\section*{Appendix: Upfolding of a frequency-dependent kernel and spurious poles}

Hartree atomic units are used unless eV is written ($1\,E_h=27.2114$ eV). Orbitals are real and spatial, $i,j,k$ are occupied, $a,b,c$ are virtual, and $(pq|rs)=\iint \phi_p(1)\phi_q(1)\,r_{12}^{-1}\phi_r(2)\phi_s(2)$.

\subsection*{1. Equivalence of the nonlinear and the linear problem}

Let $X$ be a vector in the $n$-dimensional space of single excitations, and let
\begin{equation}
M(\omega)X=\omega X,\qquad M(\omega)=A+C\,(\omega-D)^{-1}B ,
\label{eq:nl}
\end{equation}
with constant matrices $A$ ($n\times n$), $C$ ($n\times m$), $B$ ($m\times n$) and $D$ ($m\times m$). Any kernel $A+\sum_k R_k/(\omega-d_k)$ with simple poles has this form: factor each residue as $R_k=C_kB_k$ with inner dimension $r_k=\operatorname{rank}R_k$, stack the factors, and repeat $d_k$ on the diagonal of $D$ $r_k$ times. This choice, with $m=\sum_k r_k$, is called minimal. The choice $B=C^\dagger$ is open only if every $R_k$ is Hermitian and positive semidefinite, since $C_kC_k^\dagger$ always is.

For $\omega$ outside the spectrum of $D$ define $Y=(\omega-D)^{-1}BX$. Then $BX+DY=\omega Y$, and Eq.~(\ref{eq:nl}) reads $AX+CY=\omega X$. Together,
\begin{equation}
H\begin{pmatrix}X\\Y\end{pmatrix}=\omega\begin{pmatrix}X\\Y\end{pmatrix},\qquad
H=\begin{pmatrix}A&C\\B&D\end{pmatrix}.
\label{eq:up}
\end{equation}
Conversely, the second row of Eq.~(\ref{eq:up}) can be solved for $Y$ at such an $\omega$, and the first row then returns Eq.~(\ref{eq:nl}); $X\neq0$, because $X=0$ would force $Y=0$. The same elimination, written as a factorisation,
\begin{equation}
\omega-H=\begin{pmatrix}1&-C(\omega-D)^{-1}\\0&1\end{pmatrix}
\begin{pmatrix}\omega-M(\omega)&0\\-B&\omega-D\end{pmatrix},
\end{equation}
is verified by multiplying out. The first factor has unit determinant, and its inverse has the same first block column, so
\begin{align}
\det(\omega-H)&=\det(\omega-D)\,\det[\omega-M(\omega)],\label{eq:det}\\
L(\omega)&\equiv[(\omega-H)^{-1}]_{11}=[\omega-M(\omega)]^{-1}.\label{eq:res}
\end{align}

\emph{Counting.} $H$ has $n+m$ eigenvalues, against $n$ for a static kernel. An eigenvector with $X=0$ obeys $CY=0$ and $DY=\omega Y$, so $Y$ lies in one block $k$ with $C_kY_k=0$. In the minimal form $C_k$ has full column rank and this is impossible. A pole therefore adds as many roots as the rank of its residue, which is one root for a rank-one residue. A non-minimal form has further eigenvalues that sit exactly on a $d_k$, cancel in Eq.~(\ref{eq:det}) and are absent from $L(\omega)$.

\emph{Sum rule.} Let $H$ be diagonalisable, with right vectors $(X_s,Y_s)$ and left vectors $(\tilde X_s,\tilde Y_s)$ normalised to $\tilde X_s^\dagger X_s+\tilde Y_s^\dagger Y_s=1$. Then $L(\omega)=\sum_s X_s\tilde X_s^\dagger/(\omega-\omega_s)$. At large $\omega$, $(\omega-H)^{-1}=\omega^{-1}+H\omega^{-2}+\dots$, and equating powers in the upper block gives
\begin{equation}
\sum_s X_s\tilde X_s^\dagger=1_n,\qquad \sum_s\omega_sX_s\tilde X_s^\dagger=A .
\label{eq:sum}
\end{equation}
Each single excitation distributes unit weight over the roots, and the weights $Z_s=\tilde X_s^\dagger X_s$ add up to $n$. They can be found without $H$. With $\tilde Y^\dagger=\tilde X^\dagger C(\omega-D)^{-1}$ and $M'=dM/d\omega=-C(\omega-D)^{-2}B$ one has $\tilde Y^\dagger Y=-\tilde X^\dagger M'X$, so that
\begin{equation}
Z_s=\big[1-\tilde x_s^\dagger M'(\omega_s)x_s\big]^{-1},\qquad \tilde x_s^\dagger x_s=1,
\label{eq:Z}
\end{equation}
where $x_s,\tilde x_s$ are the right and left vectors of $M(\omega_s)$.

\emph{Hermitian case.} If $A$ and $D$ are Hermitian and $B=C^\dagger$, all roots are real, $\tilde X=X$, $M'\le0$, and $0<Z_s\le1$ in the minimal form. For $n=1$ the function $\omega-A-\sum_k|C_k|^2/(\omega-d_k)$ has positive slope and runs from $-\infty$ to $+\infty$ on each of the $m+1$ intervals cut out by the poles, so roots and poles interlace. None of these three properties follows for $B\neq C^\dagger$, whereas Eqs.~(\ref{eq:det})--(\ref{eq:Z}) do.

\subsection*{2. The dynamical $GW$ kernel}

The premises are: (i) a closed-shell reference and quasiparticle propagators of unit weight, $G_a(x)=(x-\epsilon_a+i\eta)^{-1}$, $G_i(x)=(x-\epsilon_i-i\eta)^{-1}$, with $\epsilon_p$ the $GW$ energies; (ii) the $GW$ kernel with $\delta W/\delta G$ dropped, that is a bare exchange term and a screened direct term; (iii) the Tamm--Dancoff approximation (TDA); (iv) a ladder in which successive rungs do not overlap in time, so that one external frequency suffices. Then
\begin{equation}
M_{ia,jb}(\omega)=\delta_{ij}\delta_{ab}(\epsilon_a-\epsilon_i)+2\sigma\,(ia|jb)-(ij|ab)-\widetilde W^c_{ij,ab}(\omega),
\label{eq:bse}
\end{equation}
with $\sigma=1$ for singlets and $\sigma=0$ for triplets. The direct term flips no spin and $W$ is built from the total density, so this term is the same in both channels. The time-ordered random-phase (RPA) screening has the spectral form
\begin{equation}
W^c_{pq,rs}(x)=2\sum_\mu w^\mu_{pq}w^\mu_{rs}\Big[\frac1{x-\Omega_\mu+i\eta}-\frac1{x+\Omega_\mu-i\eta}\Big],
\label{eq:W}
\end{equation}
with singlet RPA energies $\Omega_\mu$ and $w^\mu_{pq}=\sum_{kc}(pq|kc)(\mathcal X+\mathcal Y)^\mu_{kc}$, where $\mathcal X,\mathcal Y$ are the RPA amplitudes with $\mathcal X^T\mathcal X-\mathcal Y^T\mathcal Y=1$; the factor 2 is the spin sum.

To obtain $\widetilde W^c$, take one rung between two pair propagators. With $\alpha=\epsilon_a-i\eta$ and $\beta=\omega+\epsilon_i+i\eta$, partial fractions give
\begin{equation}
G_a(x)G_i(x-\omega)=-\frac{g_{ia}(x)}{\omega-\epsilon_a+\epsilon_i+2i\eta},\qquad g_{ia}(x)=\frac1{x-\alpha}-\frac1{x-\beta},
\end{equation}
and $\frac{i}{2\pi}\int g_{ia}\,dx=1$ on closing the contour in either half plane. The prefactors are the free pair propagators. What remains after they are removed is the effective rung,
\begin{equation}
\widetilde W^c_{ij,ab}(\omega)=\Big(\frac{i}{2\pi}\Big)^2\iint dx\,dy\;g_{ia}(x)\,W^c_{ij,ab}(x-y)\,g_{jb}(y),
\end{equation}
normalised so that a constant $W$ is returned unchanged, as for the bare term. Let $\alpha',\beta'$ belong to $g_{jb}$. The first term of Eq.~(\ref{eq:W}) has its pole in $x$ below the axis. Closing above picks $x=\beta$ with factor $\frac{i}{2\pi}(2\pi i)(-1)=1$ and leaves $(\beta-y-\Omega_\mu+i\eta)^{-1}$, whose pole in $y$ lies above. Closing below picks $y=\alpha'$ with factor $\frac{i}{2\pi}(-2\pi i)=1$. The second term is treated with the half planes exchanged and picks $x=\alpha$, $y=\beta'$. For $\eta\to0$,
\begin{equation}
\widetilde W^c_{ij,ab}(\omega)=2\sum_\mu w^\mu_{ij}w^\mu_{ab}\Big[\frac1{\omega-(\epsilon_b-\epsilon_i)-\Omega_\mu}+\frac1{\omega-(\epsilon_a-\epsilon_j)-\Omega_\mu}\Big],
\label{eq:Wt}
\end{equation}
which is Strinati's dynamically screened interaction. Each denominator is the energy of a free pair plus one RPA mode. Overlapping rungs, excluded by (iv), would bring intermediate states with two modes.

On the space of triples $(kc\mu)$ define $D_{kc\mu}=\epsilon_c-\epsilon_k+\Omega_\mu$ (diagonal), $V^e_{ia,kc\mu}=\sqrt2\,\delta_{ik}w^\mu_{ac}$ and $V^h_{ia,kc\mu}=\sqrt2\,\delta_{ac}w^\mu_{ik}$. In $V^e(\omega-D)^{-1}V^{hT}$ the deltas set $k=i$, $c=b$, which is the first term of Eq.~(\ref{eq:Wt}); the transposed product sets $k=j$, $c=a$ and is the second. With $\mathcal G=(\omega-D)^{-1}$ and $V^\pm=(V^e\pm V^h)/\sqrt2$,
\begin{equation}
-\widetilde W^c=-V^e\mathcal GV^{hT}-V^h\mathcal GV^{eT}=V^-\mathcal GV^{-T}-V^+\mathcal GV^{+T}.
\label{eq:indef}
\end{equation}
The residues are symmetric, but they are differences of two positive matrices and need not be positive. The upfolded matrix is
\begin{equation}
H=\begin{pmatrix}A&-V^e&-V^h\\V^{hT}&D&0\\V^{eT}&0&D\end{pmatrix},
\label{eq:H3}
\end{equation}
with $A$ the static part of Eq.~(\ref{eq:bse}). It is not Hermitian in general. A linear form of this type was given by Bintrim and Berkelbach (2022).

\subsection*{3. Two electrons in two levels}

Let $v$ be doubly occupied and $c$ empty in the Hartree--Fock (HF) reference, with gap $\Delta_0=\epsilon_c^{\rm HF}-\epsilon_v^{\rm HF}$, and $J=(vv|cc)$, $K=(vc|vc)$, $\lambda_v=(vv|vc)$, $\lambda_c=(cc|vc)$. The only transition density is $\phi_v\phi_c$. Its free response, summed over spin, is $\chi_0=2[(x-\Delta_0)^{-1}-(x+\Delta_0)^{-1}]=4\Delta_0/(x^2-\Delta_0^2)$, and the ring sum gives
\begin{equation}
\chi=\frac{\chi_0}{1-K\chi_0}=2z\Big[\frac1{x-\Omega}-\frac1{x+\Omega}\Big],\quad \Omega=\sqrt{\Delta_0(\Delta_0+4K)},\quad z=\frac{\Delta_0}{\Omega}.
\end{equation}
Since $W^c_{pq,rs}=(pq|vc)\chi(vc|rs)$, Eq.~(\ref{eq:W}) holds with $w_{pq}=\sqrt z\,(pq|vc)$. One contour step of the kind above, applied to $\Sigma=iG_0W^c$, gives the diagonal $G_0W_0$ self-energies
\begin{equation}
\Sigma_p(x)=\frac{2z\,(pv|vc)^2}{x-\epsilon_v^{\rm HF}+\Omega}+\frac{2z\,(pc|vc)^2}{x-\epsilon_c^{\rm HF}-\Omega},
\label{eq:Sig}
\end{equation}
and $\epsilon_p=\epsilon_p^{\rm HF}+\Sigma_p(\epsilon_p)$, $\Delta=\epsilon_c-\epsilon_v$. The two terms of Eq.~(\ref{eq:Wt}) now share one pole:
\begin{equation}
M_\sigma(\omega)=A_\sigma-\frac{R}{\omega-D},\quad A_\sigma=\Delta+2\sigma K-J,\quad D=\Delta+\Omega,\quad R=4z\lambda_v\lambda_c .
\label{eq:two}
\end{equation}
The static kernel is recovered at $\omega=\Delta$, where $M_\sigma=A_\sigma+R/\Omega$. The residue $-R$ has rank one, so the $3\times3$ matrix of Eq.~(\ref{eq:H3}) is not minimal: the vector $(0,V^h,-V^e)$ has eigenvalue $D$ and zero weight. The minimal form and its roots are
\begin{equation}
H_\sigma=\begin{pmatrix}A_\sigma&-\sqrt{|R|}\,\operatorname{sgn}R\\ \sqrt{|R|}&D\end{pmatrix},\qquad
\omega_\pm=\frac{A_\sigma+D}{2}\pm\sqrt{\frac{(D-A_\sigma)^2}{4}-R}.
\label{eq:roots}
\end{equation}
From $L=(\omega-D)/[(\omega-\omega_+)(\omega-\omega_-)]$ the weights are
\begin{equation}
Z_\pm=\pm\frac{\omega_\pm-D}{\omega_+-\omega_-},\qquad Z_++Z_-=1 .
\label{eq:Zpm}
\end{equation}
For $|R|\ll(D-A_\sigma)^2/4$ and $D>A_\sigma$,
\begin{equation}
\omega_+\simeq\Omega+\epsilon_c-\epsilon_v-\frac{R}{D-A_\sigma},\qquad Z_+\simeq-\frac{R}{(D-A_\sigma)^2}.
\label{eq:weak}
\end{equation}
The sign of $R$ does not depend on the phase of $\phi_c$, which changes $\lambda_v$ and $\lambda_c$ together. If $R<0$, $H_\sigma$ is symmetric, $\omega_+>D$ and both weights are positive. If $R>0$, which is the case in which static screening lowers $J$, the roots attract, $Z_+<0$ and $Z_->1$; they merge at $R=(D-A_\sigma)^2/4$, where $H_\sigma$ is defective, and form a complex pair beyond. If $R=0$, as when $v$ and $c$ differ in spatial symmetry, there is no pole.

\emph{The exact count.} Two electrons in two orbitals have three singlets and one triplet multiplet. With $E_{cv}=\sum_s c^\dagger_{cs}c_{vs}$ summed over the spin $s$, the singlets are $|0\rangle=|v\bar v\rangle$, $|S\rangle=E_{cv}|0\rangle/\sqrt2$ and $|Q\rangle=E_{cv}^2|0\rangle/2=|c\bar c\rangle$. Relative to $E_{\rm HF}$, and with $h_{vc}=-\lambda_v$ from the HF condition, the Slater--Condon rules give
\begin{equation}
H^{\rm FCI}_{\rm s}=\begin{pmatrix}0&0&K\\0&\Delta_0-J+2K&\sqrt2(\lambda_c-\lambda_v)\\K&\sqrt2(\lambda_c-\lambda_v)&H_{QQ}\end{pmatrix},\qquad H^{\rm FCI}_{\rm t}=\Delta_0-J,
\label{eq:fci}
\end{equation}
with $H_{QQ}=2\Delta_0+(vv|vv)+(cc|cc)-4J+2K$. There are two singlet excitations and one triplet excitation, while Eq.~(\ref{eq:roots}) has two roots in each channel, because $D$ and $R$ do not depend on $\sigma$. The triplet root $\omega_+$ has no counterpart in the Hilbert space and is spurious.

The origin is the Pauli principle. The added basis state is a pair $vc$ times a singlet RPA mode, and as a fermionic operator that mode is built from $E_{cv}$ and $E_{cv}^\dagger$. On the triplet component with both spins up, $E_{cv}c^\dagger_{v\uparrow}c^\dagger_{c\uparrow}|\mathrm{vac}\rangle=0$, since the spin-up term fills an occupied orbital and the spin-down term empties a vacant one; $E_{cv}^\dagger$ vanishes on it for the same reasons. Both operators commute with total spin, so they annihilate the whole multiplet. The $GW$ kernel treats the mode as a boson independent of the pair and keeps this state. Spurious roots of this kind were analysed by Romaniello and co-workers (2009), and in two-level models by Authier and Loos (2020).

\emph{The sign of the residue.} The negative weight has a separate origin in premise (i). With the partner particle on shell at its HF energy, the forward terms of Eq.~(\ref{eq:Sig}) enter the pair energy as
\begin{equation}
\Sigma_c^{>}(\omega+\epsilon_v^{\rm HF})-\Sigma_v^{<}(\epsilon_c^{\rm HF}-\omega)=\frac{2z(\lambda_c^2+\lambda_v^2)}{\omega-\Delta_0-\Omega},
\end{equation}
where $>$ marks the second term of $\Sigma_c$ and $<$ the first term of $\Sigma_v$. These have the pole structure of the kernel. If all three terms are written with a common gap, the residues add to $2z(\lambda_c-\lambda_v)^2\ge0$, which for $z=1$ is the square of the exact coupling of $|S\rangle$ and $|Q\rangle$ in Eq.~(\ref{eq:fci}). Freezing the self-energies into $\epsilon_p$ leaves the cross term $-R$ alone. Restoring them makes the upfolded matrix Hermitian, but the completed residue is still independent of $\sigma$, so the triplet root stays unless $\lambda_c=\lambda_v$.

\subsection*{4. Range of validity}

Equations (\ref{eq:up})--(\ref{eq:res}) are exact for any kernel that is a constant plus a finite sum of simple poles, as in a finite basis. Equation (\ref{eq:sum}) as written needs a diagonalisable $H$; positivity and reality need positive semidefinite residues. A continuum turns $D$ into a branch cut and the added roots into a background, with the sum rule then holding for the integrated spectral weight. Equation (\ref{eq:Wt}) rests on premises (i)--(iv). Beyond the TDA the resonant block keeps the pole at $D$; with a static coupling element $B_\sigma=2\sigma K-W_B$, $W_B=K-4zK^2/\Omega$, the roots obey
\begin{equation}
[M_\sigma(\omega)-\omega][M_\sigma(-\omega)+\omega]=B_\sigma^2 ,
\label{eq:full}
\end{equation}
and the unit sum of Eq.~(\ref{eq:sum}) applies to resonant and antiresonant components of the doubled problem. Equation (\ref{eq:weak}), which places the added root near $\Omega+\epsilon_c-\epsilon_v$, needs $4|R|\ll(D-A_\sigma)^2$. The complete vanishing of the triplet product state is special to two electrons in two levels; in larger systems only those product states in which the pair and the mode share orbitals violate the Pauli principle.

\subsection*{5. Illustration: H$^-$ in two s functions}

The basis is $\chi_p=(\zeta_p^3/\pi)^{1/2}e^{-\zeta_pr}$ with assumed exponents $\zeta_1=1$ and $\zeta_2=1/4$, at nuclear charge 1. Each product is $\chi_p\chi_q=S_{pq}\,\kappa^3e^{-\kappa r}/8\pi$ with $\kappa=\zeta_p+\zeta_q$ and $S_{pq}=8(\zeta_p\zeta_q)^{3/2}/\kappa^3$, and two such unit charges repel with
\begin{equation}
\mathcal J(\kappa,\kappa')=\frac{\kappa\kappa'(\kappa^2+3\kappa\kappa'+\kappa'^2)}{2(\kappa+\kappa')^3}.
\end{equation}
This gives $S_{12}=0.512$, $(11|11)=0.625$, $(11|12)=0.24353$, $(11|22)=0.232$, $(12|12)=0.1024$, $(12|22)=0.11009$ and $(22|22)=0.15625$. Since $\chi_1$ is the hydrogen ground state, $h_{11}=-1/2$ and $h_{12}=-S_{12}/2=-0.256$, while $h_{22}=\zeta_2^2/2-\zeta_2=-0.21875$. Unrounded values are carried throughout.

With $\varphi_1=\chi_1$, $\varphi_2=(\chi_2-S_{12}\chi_1)/(1-S_{12}^2)^{1/2}$, $\phi_v=\cos\theta\,\varphi_1+\sin\theta\,\varphi_2$ and $\phi_c=\sin\theta\,\varphi_1-\cos\theta\,\varphi_2$, the restricted HF energy $2h_{vv}+(vv|vv)$ is minimal at $\tan\theta=0.48821$, where $E_{\rm HF}=-0.48109$, $\epsilon_v^{\rm HF}=-0.05446$, $\epsilon_c^{\rm HF}=h_{cc}+2J-K=0.26238$ and $\Delta_0=0.31684$. The integrals are $J=0.27893$, $K=0.10328$, $\lambda_v=0.15027$ and $\lambda_c=0.10448$. Hence $\Omega=0.48092$ and $z=0.65882$. The quasiparticle equations, solved without linearisation, give $\epsilon_v=-0.01572$ and $\epsilon_c=0.25103$ with weights $0.88$ and $0.92$, which premise (i) replaces by one. Then $\Delta=0.26675$, $D=0.74766$ ($20.34$ eV), $R=0.04138$, $A_1=0.19439$ and $A_0=-0.01218$.

Here $R>0$, so the kernel is not of the form $CC^\dagger$. The thresholds $(D-A_\sigma)^2/4$ are $0.07653$ (singlet) and $0.14434$ (triplet), both above $R$, and the roots are real: $0.28354$ and $0.65851$ for the singlet, $0.04686$ and $0.68862$ for the triplet. In Eq.~(\ref{eq:fci}) the elements are $\Delta_0-J+2K=0.24447$, $\sqrt2(\lambda_c-\lambda_v)=-0.06476$, $H_{QQ}=0.32093$ and $\Delta_0-J=0.03791$, and the full CI (FCI) ground state lies at $-0.51271$. The model's excitation energies in eV, with weights $Z$ in brackets, are
\begin{center}
\begin{tabular}{lccc}
\hline
 & static TDA & dynamical TDA & FCI\\
\hline
triplet, lower & 2.01 & 1.28 [1.092] & 1.89\\
triplet, upper & none & 18.74 [$-0.092$] & none\\
singlet, lower & 7.63 & 7.72 [1.238] & 6.77\\
singlet, upper & none & 17.92 [$-0.238$] & 11.20\\
\hline
\end{tabular}
\end{center}
The weights add to one in each channel through a negative member. The spurious triplet root lies $1.61$ eV below the pole. Equation (\ref{eq:weak}) gives $0.693\,E_h$ for it, and a weight of $-0.072$, so the expansion locates the root well and the weight only roughly. The upper singlet root has a partner in the count, an FCI state with weight $0.77$ on $|c\bar c\rangle$, but its error is $6.72$ eV, because $D$ contains none of the electron--hole attraction $-4J$ present in $H_{QQ}$.

Two neglected terms rival the dynamical effect, which is $-0.73$ eV for the lower triplet and $+0.08$ eV for the lower singlet. First, the frozen self-energy residues $2z\lambda_v^2=0.02976$ and $2z\lambda_c^2=0.01438$ would turn $-R=-0.04138$ into $+0.00276$. Second, the coupling block, with $W_B=0.04483$, lowers the static roots to $[(A_\sigma+R/\Omega)^2-B_\sigma^2]^{1/2}$, that is $1.60$ eV and $6.23$ eV. The positions of the lower roots thus depend on premises (i) and (iii). The spurious root depends little on (iii): Eq.~(\ref{eq:full}) places it at $0.6889\,E_h$.

These numbers belong to the model and not to the ion. The basis holds the exact hydrogen atom at $-1/2$, so the model's FCI detachment energy is $0.35$ eV, about half the typical value of $0.75$ eV for H$^-$. The real ion has no excited state below the detachment threshold (Hill, 1977), and all the model's FCI excitations lie above its own threshold, so they are discretised continuum states whose energies move with $\zeta_2$. The state count, one triplet against two roots of the dynamical kernel, holds for any exponents with $R\neq0$.